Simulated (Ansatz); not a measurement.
A series in volume scale on Re

Results calculated with Ansatz 0.2.0, not measured. Plane-wave DFT, scalar-relativistic PAW made under PBE with cores redone for the functional, no dispersion; the given relaxed cell is scaled uniformly, energy at zero smearing counts from the unscaled cell, pressure at the given Fermi-Dirac smearing is positive in compression.

The cell before it is scaled or strained (space group Pm-3m, No. 221):
```
Re
1.0
      2.6172     0.0000     0.0000
      0.0000     2.6172     0.0000
      0.0000     0.0000     2.6172
Re
1
Direct
  0.00000 0.00000 0.00000
```

Settings of every row: spin polarised no; functional BLYP; wave cutoff 420 eV; smearing width 0.1 eV; k mesh 13x13x13.

Atom starting moment: 0 on all atoms.

Limits: all rows lie far from zero pressure; no spin-orbit coupling, which can matter with elements this heavy; the cell comes from a prototype or a list of computed structures and needn't be the stable phase.

| row | volume scale | V (Å³/atom) | energy change per atom (meV) | pressure (GPa) |
| --- | --- | --- | --- | --- |
| 1 | 0.88 | 15.776 | 230.03 | 38.81 |
| 2 | 0.92 | 16.493 | 94.01 | 23 |
| 3 | 0.96 | 17.21 | 21.44 | 10.27 |
| 4 | 1.04 | 18.644 | 19.82 | -8.24 |
| 5 | 1.08 | 19.361 | ? | ? |
| 6 | 1.12 | 20.078 | 152.49 | -20.14 |

Question: what energy change per atom and pressure should row 5 give?

Worked fit of energy change per atom. Take u = (V_r/V)^(2/3) − 1 with V_r = 17.21 Å³ an atom, which is twice the finite (Eulerian) strain; such expansions in the strain, on which the Birch-Murnaghan equation of state is built, carry the rest volume and the bulk modulus. The shown rows have u = 0.05972, 0.02878, 0, -0.05196, -0.09765. Least squares give energy change per atom = 21.842 + 1648.74 × u + 30627.3 × u² meV; a straight line predicts inner rows, each left out in turn, worse (root mean square 87 against 1.2 meV). The rows lie off it by 0.49, -0.65, -0.40, 0.96, -0.40 (root mean square 0.62 meV). The withheld row has u = -0.07551, so the fit gives 21.842 + 1648.74 × (-0.07551) + 30627.3 × (-0.07551)² = 71.98 meV.

The calculation gave 72.85 meV. The fit lies 0.87 meV (1.2 % of the value, 0.41 % of the column's range) below it; its largest miss of a shown row is 0.96 meV.

Worked fit of pressure. Take u = (V_r/V)^(2/3) − 1 with V_r = 17.21 Å³ an atom, which is twice the finite (Eulerian) strain; such expansions in the strain, on which the Birch-Murnaghan equation of state is built, carry the rest volume and the bulk modulus. The shown rows have u = 0.05972, 0.02878, 0, -0.05196, -0.09765. Least squares give pressure = 10.312 + 413.63 × u + 1047.2 × u² GPa; a straight line predicts inner rows, each left out in turn, worse (root mean square 3 against 0.15 GPa). The rows lie off it by 0.06, -0.08, -0.04, 0.11, -0.05 (root mean square 0.072 GPa). The pressure vanishes at u = -0.0267, or V = 17.92 Å³ an atom, and there the bulk modulus at fixed shape and fractions is B = −V dP/dV = (2/3)(1 + u) dP/du = 232 GPa. The withheld row has u = -0.07551, so the fit gives 10.312 + 413.63 × (-0.07551) + 1047.2 × (-0.07551)² = -14.95 GPa.

The calculation gave -14.86 GPa. The fit lies 0.09 GPa (0.15 % of the column's range) below it; its largest miss of a shown row is 0.11 GPa.
